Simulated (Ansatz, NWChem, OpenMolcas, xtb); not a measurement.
**Ligand exchange: BH(CH3)(NH2) + C2H3N → BH(NH2)2 + C3H4**

Species: BH(CH3)(NH2), singlet; C2H3N `C#CN`, singlet; BH(NH2)2, singlet; C3H4 (propyne) `C#CC`, singlet. The partners trade CH3 for NH2: B–CH3 and C–NH2 bonds give way to B–NH2 and C–CH3.

Shapes, held fixed at every level: PBE0-D4/def2-TZVP. Programs: Ansatz 0.2.0, NWChem 7.3.0, OpenMolcas 26.06, xtb 6.7.1. A level may come from different programs for different species; with the same settings they agree closely. The zero-point and thermal change to 298 K, harmonic and unscaled (PBE0-D4/def2-TZVP), is +2.9 kJ/mol.

Problem. Estimate ΔH(298 K) of this reaction.

Solution. The highest level, CCSD(T)/CBS estimate, gives ΔH(298 K) = -125.5 kJ/mol; the levels span -125.5 to -90.7. The column of differences is taken from that level and isn't an error. No measured value is set beside it here. The CBS estimate extrapolates MP2 from def2-TZVPP and def2-QZVPP and adds CCSD(T) − MP2 in the triple-zeta set, cores frozen.

```json
{"level": "GFN2-xTB", "kind": "semi-empirical", "ΔH(298 K) (kJ/mol)": "-90.7", "less CCSD(T)/CBS estimate": "+34.8"}
{"level": "HF/def2-SVP", "kind": "Hartree–Fock", "ΔH(298 K) (kJ/mol)": "-123.0", "less CCSD(T)/CBS estimate": "+2.5"}
{"level": "SPW92/def2-TZVPP", "kind": "LDA", "ΔH(298 K) (kJ/mol)": "-111.3", "less CCSD(T)/CBS estimate": "+14.2"}
{"level": "PBE-D4/def2-TZVPP", "kind": "GGA", "ΔH(298 K) (kJ/mol)": "-111.4", "less CCSD(T)/CBS estimate": "+14.1"}
{"level": "r2SCAN-D4/def2-TZVPP", "kind": "meta-GGA", "ΔH(298 K) (kJ/mol)": "-117.7", "less CCSD(T)/CBS estimate": "+7.8"}
{"level": "B3LYP/6-31G* (spherical functions)", "kind": "global hybrid", "ΔH(298 K) (kJ/mol)": "-116.0", "less CCSD(T)/CBS estimate": "+9.5"}
{"level": "MP2/def2-SVP", "kind": "perturbation theory", "ΔH(298 K) (kJ/mol)": "-122.9", "less CCSD(T)/CBS estimate": "+2.6"}
{"level": "CCSD/def2-SVP", "kind": "coupled cluster or CI", "ΔH(298 K) (kJ/mol)": "-120.8", "less CCSD(T)/CBS estimate": "+4.7"}
{"level": "CCSD(T)/CBS estimate", "kind": "coupled cluster or CI", "ΔH(298 K) (kJ/mol)": "-125.5", "less CCSD(T)/CBS estimate": "0.0"}
```

The exchange is strongly exothermic at every level, so its direction isn't in doubt. The main driving force is the replacement of a B–C bond by a B–N bond. Nitrogen's higher electronegativity gives a stronger, more polar σ bond, and its lone pair donates into boron's formally empty p orbital. The amino group already present competes for that orbital, so the second donation should bring less than the first. Moving NH2 off the alkyne also costs the conjugation of its lone pair with the triple bond, for which hyperconjugation from methyl in propyne compensates only in part.

Hartree–Fock, MP2 and CCSD lie close together in the same small basis, which suggests that correlation largely cancels when the number and broad type of bonds are kept. LDA and PBE almost coincide at less exothermic values, perhaps because they favour the delocalised ynamine. GFN2-xTB gets the sign right but substantially underestimates the driving force. The favourable enthalpy doesn't imply a facile direct exchange, since strong B–C and C–N bonds must be broken.
